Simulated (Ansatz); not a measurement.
**Loss of H2: InH(CH3)2(OH2) → In(CH3)2(OH) + H2**

Species: InH(CH3)2(OH2), singlet; In(CH3)2(OH), singlet; H2 (hydrogen), singlet. 

Shapes, held fixed at every level: PBE0-D4/def2-TZVP. Flexible molecules stand in one conformer, not always the lowest. Programs: Ansatz 0.2.0. Electronic energies: no zero-point or thermal term.

Problem. Estimate ΔE of this reaction.

Solution. The highest level, CCSD(T)/def2-TZVPP, gives ΔE = +20.2 kJ/mol; the levels span +12.2 to +43.7. The column of differences is taken from that level and isn't an error. No measured value is set beside it here. For atoms past krypton def2 sets carry core potentials with scalar relativity. Correlated rows may include outer-core shells of In, which these sets cover unevenly. Times are processor times on shared x86 and Arm servers, and rough.

```csv
level,kind,ΔE (kJ/mol),less CCSD(T)/def2-TZVPP,CPU time (sum over the molecules)
SPW92/def2-TZVPP,LDA,+38.0,+17.8,7.1 s
PBE-D4/def2-TZVPP,GGA,+12.2,-8.0,13 s
B3LYP-D4/def2-TZVPP,global hybrid,+12.8,-7.4,23 s
BHLYP-D4/def2-TZVPP,global hybrid,+25.9,+5.7,15 s
wB97M-V/def2-TZVPP,range-separated hybrid,+24.8,+4.6,44 s
CCSD/def2-SVP,coupled cluster or CI,+43.7,+23.5,–
CCSD(T)/def2-TZVPP,coupled cluster or CI,+20.2,0.0,9.2 min
```

Loss of H2 from the water adduct is uphill in electronic energy at every level, by +20.2 kJ/mol with CCSD(T)/def2-TZVPP. The reaction joins a hydridic hydrogen on indium to a protic one on coordinated water, whose acidity is raised by donation to the metal. Forming H–H and turning the dative In–O contact into a polar covalent bond repays most, but not all, of the cost of breaking In–H and O–H. Because the starting point is the adduct, the energy already gained by binding water counts against the products.

The sign is therefore better settled than the size. CCSD/def2-SVP differs from the highest level in both basis and triples, so its large deviation can't be assigned to either alone. Nor does the positive value argue against hydrolysis of the hydride in practice: releasing a gas is favoured by entropy, and dimethylindium hydroxide would probably associate through bridging hydroxides, a stabilisation that the monomeric product lacks.
